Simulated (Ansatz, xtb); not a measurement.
Two isomers of C3H5BN2

Structure X is `Bc1c[nH]cn1`, a singlet and structure Y is `Bn1ccnc1`, a singlet. Both are isolated molecules in the gas phase, relaxed with r2SCAN-D4/def2-SVP; the shapes shown needn't be the lowest conformers.

X (Å):

```tsv
atom	x (Å)	y (Å)	z (Å)
C	-1.8339	0.5212	1.3889
C	-2.5146	0.7527	0.1894
C	-1.8344	-1.3424	0.2914
B	-1.5754	1.5387	2.4950
N	-2.5085	-0.4243	-0.4910
N	-1.4228	-0.8159	1.4089
H	-1.9848	2.6700	2.3576
H	-0.9738	1.2288	3.4932
H	-2.9856	1.6517	-0.2059
H	-2.9216	-0.5952	-1.4022
H	-1.6912	-2.3746	-0.0348
```

Y (Å):

```xyz
11

C    -2.6105    0.7600    0.0646
C    -2.8105   -0.4121   -0.6086
C    -1.6380   -0.9410    1.0996
B    -1.3628    1.3025    2.2164
N    -1.8436    0.4380    1.1890
N    -2.1960   -1.4679    0.0512
H    -1.6252    2.4746    2.1526
H    -0.7131    0.8130    3.1033
H    -2.9247    1.7837   -0.1265
H    -3.3622   -0.5705   -1.5354
H    -1.0601   -1.4681    1.8610
```

Task: Which of the two would you expect CCSD(T)/def2-SVP + ΔMP2/def2-TZVPP electronic energies to favour?

Result: Structure Y; the calculation gives E(Y) − E(X) = −18.1 kcal/mol.

Level by level:

```
                             level            geometry  E(Y) − E(X) (kcal/mol)  departure from the last row (kcal/mol)  job, with rough time for the two
                          GFN2-xTB            GFN2-xTB                     −23.3                                    −5.2               optimisation, 0.1 s
                         HF/STO-3G            GFN2-xTB                     −25.8                                    −7.7              single point, 0.24 s
      r2SCAN-D4/def2-SVP//GFN2-xTB            GFN2-xTB                     −15.9                                    +2.3               single point, 1.9 s
                r2SCAN-D4/def2-SVP  r2SCAN-D4/def2-SVP                     −15.9                                    +2.2                optimisation, 15 s
                       HF/def2-SVP  r2SCAN-D4/def2-SVP                     −18.8                                    −0.7           part of the CCSD(T) run
                      MP2/def2-SVP  r2SCAN-D4/def2-SVP                     −17.5                                    +0.6           part of the CCSD(T) run
                  CCSD(T)/def2-SVP  r2SCAN-D4/def2-SVP                     −18.6                                    −0.5                      single point
CCSD(T)/def2-SVP + ΔMP2/def2-TZVPP  r2SCAN-D4/def2-SVP                     −18.1                                                        single point, 19 s
```

As drawn, Y has 1 B–N, 1 C–H in place of 1 C–B, 1 N–H.

None of the levels shown reverses the order. The largest departure from CCSD(T)/def2-SVP + ΔMP2/def2-TZVPP is that of HF/STO-3G, 7.7 kcal/mol. The last row adds to CCSD(T) the change of the MP2 difference between the two basis sets, here +0.5 kcal/mol.

With harmonic frequencies from r2SCAN-D4/def2-SVP (ideal gas, rigid rotor, one conformer each, 298.15 K, 1 atm): on the last row, ΔE + ΔZPE = −17.8, ΔH = −17.9, ΔG = −17.7 kcal/mol.

The correlated steps freeze 6 core orbitals. Run with Ansatz 0.2.0, xtb 6.7.1; the last row on 2 threads of Intel(R) Xeon(R) 6975P-C (Granite Rapids) on a shared host.

The N-boryl isomer Y is clearly favoured, and the thermal terms barely alter the gap, as expected for isomers that differ mainly in where a BH2 group and a hydrogen sit. The preference follows from the bond exchange: Y gains a strong, polar B–N bond and an aromatic C–H bond at the expense of B–C and an azole N–H. Nitrogen also donates π density into the empty boron p orbital, probably more effectively than the ring carbon does in X. That donation is tempered because the same lone pair belongs to the aromatic sextet, so the B–N π bond should be weaker than in a simple aminoborane. Hartree–Fock already gives −18.8 kcal/mol with the smaller basis, which suggests that the order is set by bond polarity and orbital overlap, not by differential correlation. The result concerns isolated monomers: both isomers pair a Lewis-acidic boron with a basic imine-type nitrogen, so intermolecular B–N coordination could change the balance in condensed phases.
